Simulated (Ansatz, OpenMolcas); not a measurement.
## GaH2O2F (SMILES [OH][Ga]([OH])[F]): the vertical ionisation energy, rung by rung

GaH2O2F has 6 atoms, charge 0, and is taken as a singlet. As SMILES, `[OH][Ga]([OH])[F]`. The coordinates come from a PBE0-D4/def2-TZVP relaxation. This is one conformer, not always the lowest.

Quantity: the vertical ionisation energy (to the doublet cation), in eV. The values are calculated.

| level | kind | program | value (eV) | less CCSD(T)/6-31G* | CPU time (all runs) |
| --- | --- | --- | --- | --- | --- |
| HF/6-31G* (spherical functions) | Hartree–Fock | Ansatz | 10.81 | -1.03 | 14 s |
| SVWN5/6-31G* (spherical functions) | LDA | Ansatz | 11.30 | -0.54 | 21 s |
| PBE/6-31G* (spherical functions) | GGA | Ansatz | 11.03 | -0.81 | 41 s |
| r2SCAN/6-31G* (spherical functions) | meta-GGA | OpenMolcas | 11.32 | -0.52 | 2.5 min |
| B3LYP/6-31G* (Cartesian functions) | global hybrid | OpenMolcas | 11.49 | -0.35 | 83 s |
| CAM-B3LYP/6-31G* (spherical functions) | range-separated hybrid | Ansatz | 11.85 | +0.01 | 36 s |
| RPA@PBE/6-31G* (spherical functions) | RPA | Ansatz | 10.58 | -1.26 | 70 s |
| MP2/6-31G* (spherical functions) | perturbation theory | Ansatz | 12.22 | +0.38 | 19 s |
| CCSD(T)/6-31G* (spherical functions), open shells restricted | coupled cluster or CI | OpenMolcas | 11.84 | 0.00 | 2.7 min |

CCSD(T)/6-31G* (spherical functions), open shells restricted is the highest level here, not the true value. All-electron rows without a relativistic Hamiltonian named are non-relativistic. The values span 10.58 to 12.22 eV. In the correlated wave-function rows the outer d shell of Ga is correlated, in sets not made for it. CPU times are rough (shared hosts, several kinds of processor and program).

The electron removed probably comes from an oxygen lone-pair combination: gallium(III) has formally given up its valence s and p electrons, its filled d shell lies deeper, and fluorine holds its 2p electrons more tightly than oxygen does. Hartree–Fock falls 1.03 eV below CCSD(T) because ionisation removes pair correlation that is present in the neutral molecule and absent from the mean-field energy. MP2 restores this contribution but overshoots, at 12.22 eV.

The density functionals do not improve steadily with each rung: PBE lies below LDA, and r2SCAN only returns to about the LDA value. Both hybrids come closer to CCSD(T), possibly because exact exchange curbs the excessive stabilisation of a hole shared between the two hydroxyl groups. Exchange alone is not enough, however, as the Hartree–Fock value shows. RPA@PBE gives the lowest value, so adding nonlocal correlation on PBE orbitals brings no improvement here. The near-coincidence of CAM-B3LYP and CCSD(T) need not survive in a larger basis, since correlated ionisation energies converge more slowly with basis size than those from density functionals.
